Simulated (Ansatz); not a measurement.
Co: the change of pressure with volume per atom

All results are calculated (Ansatz 0.2.0). Periodic Kohn-Sham DFT of a crystal at fixed atoms; pressure and stress are positive in compression; the energy is the free energy less that of spherical unpolarised free atoms; site moments are those in the method's own spheres, positive along +z.

Cell of the first row (space group P6_3/mmc, No. 194):
```
CELL_PARAMETERS angstrom
2.46800 0.00000 0.00000
-1.23400 2.13740 0.00000
0.00000 0.00000 4.00820
ATOMIC_POSITIONS crystal
Co 0.33333 0.66667 0.25000
Co 0.66667 0.33333 0.75000
```

Settings of every row: method frozen-core PAW; functional PBE; relativity scalar; k mesh 19x19x10; filling fermi-dirac; smearing width 0.08 eV; wave cutoff 420 eV; paw set soft_2.

Atom:
```
element  start moment (bohr magneton)
     Co                             2
     Co                             2
```

```
row  volume per atom (Å³)  pressure (GPa)  cell moment (bohr magneton)
  1                10.572           6.191                         3.18
  2                11.016          -2.775                        3.254
  3                11.241          -6.585                        3.287
  4                11.465          -9.979                        3.318
  5                11.915               ?                            ?
```

Question: what pressure should row 5 give?

Worked fit of pressure. Take u = (V_r/V)^(2/3) − 1 with V_r = 11.128 Å³ an atom, which is twice the finite (Eulerian) strain; such expansions in the strain, on which the Birch-Murnaghan equation of state is built, carry the rest volume and the bulk modulus. The shown rows have u = 0.03476, 0.00677, -0.00671, -0.01969. Least squares give pressure = −4.7295 + 283.688 × u + 876.04 × u² GPa; a straight line predicts inner rows, each left out in turn, worse (root mean square 0.4 against 0.017 GPa). The rows lie off it by 0.001, -0.006, 0.009, -0.003 (root mean square 0.0056 GPa). The pressure vanishes at u = 0.0159, or V = 10.87 Å³ an atom, and there the bulk modulus at fixed shape and fractions is B = −V dP/dV = (2/3)(1 + u) dP/du = 211 GPa. Letting shape and atoms relax would as a rule lower it, by much in layered, chain or molecular crystals. The withheld row has u = -0.04453, so the fit gives −4.7295 + 283.688 × (-0.04453) + 876.04 × (-0.04453)² = -15.625 GPa.

The calculation gave -15.698 GPa. The fit lies 0.073 GPa (0.33 % of the column's range) above it; its largest miss of a shown row is 0.009 GPa. This row lies beyond the range of the fit.

The other values of row 5: cell moment 3.371 bohr magneton.
